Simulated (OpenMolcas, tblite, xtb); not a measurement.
# GaH2O2F (SMILES [OH][Ga]([OH])[F]): the HOMO–LUMO gap, rung by rung

GaH2O2F has 6 atoms, charge 0, and is taken as a singlet. As SMILES, `[OH][Ga]([OH])[F]`. The shape is that of a PBE0-D4/def2-TZVP optimisation. This is one conformer, not always the lowest.

Each level gives the HOMO–LUMO gap (eV). The values are calculated.

```tsv
level	kind	program	value (eV)
GFN0-xTB	semi-empirical	xtb	4.43
IPEA1-xTB	semi-empirical	tblite	5.31
HF/6-31G* (spherical functions)	Hartree–Fock	OpenMolcas	15.46
SVWN5/6-31G* (spherical functions)	LDA	OpenMolcas	4.98
PBE/6-31G* (spherical functions)	GGA	OpenMolcas	5.02
r2SCAN/6-31G* (spherical functions)	meta-GGA	OpenMolcas	5.84
B3LYP/6-31G* (Cartesian functions)	global hybrid	OpenMolcas	7.07
B2PLYP/6-31G* (spherical functions)	double hybrid	OpenMolcas	10.56
```

All-electron rows without a relativistic Hamiltonian named are non-relativistic. The values span 4.43 to 15.46 eV. Orbital gaps aren't excitation energies, and those of double hybrids come from the SCF part alone; they tend to grow with the share of exact exchange.

Every level leaves a wide gap between filled and empty orbitals, as expected for a closed-shell gallium(III) centre bound to hydroxide and fluoride. The HOMO is probably an oxygen 2p lone-pair combination, since fluorine holds its lone pairs more tightly, while the LUMO probably has gallium 4s/4p character with Ga–ligand antibonding admixture. The gap would then separate ligand donor levels from the acceptor level that makes three-coordinate gallium a Lewis acid.

Adding density gradients hardly alters this separation, with 4.98 eV in SVWN5 and 5.02 eV in PBE, whereas Hartree–Fock gives 15.46 eV, probably because its empty orbitals feel the repulsion of all the electrons while its occupied ones are free of self-repulsion. The IPEA1-xTB value falls between those of PBE and r2SCAN, but this closeness doesn't validate it, as its Hamiltonian is parametrised. The basis lacks diffuse functions, so the numbers don't show whether the LUMO is a true valence acceptor level or a confined stand-in for an unbound electron.
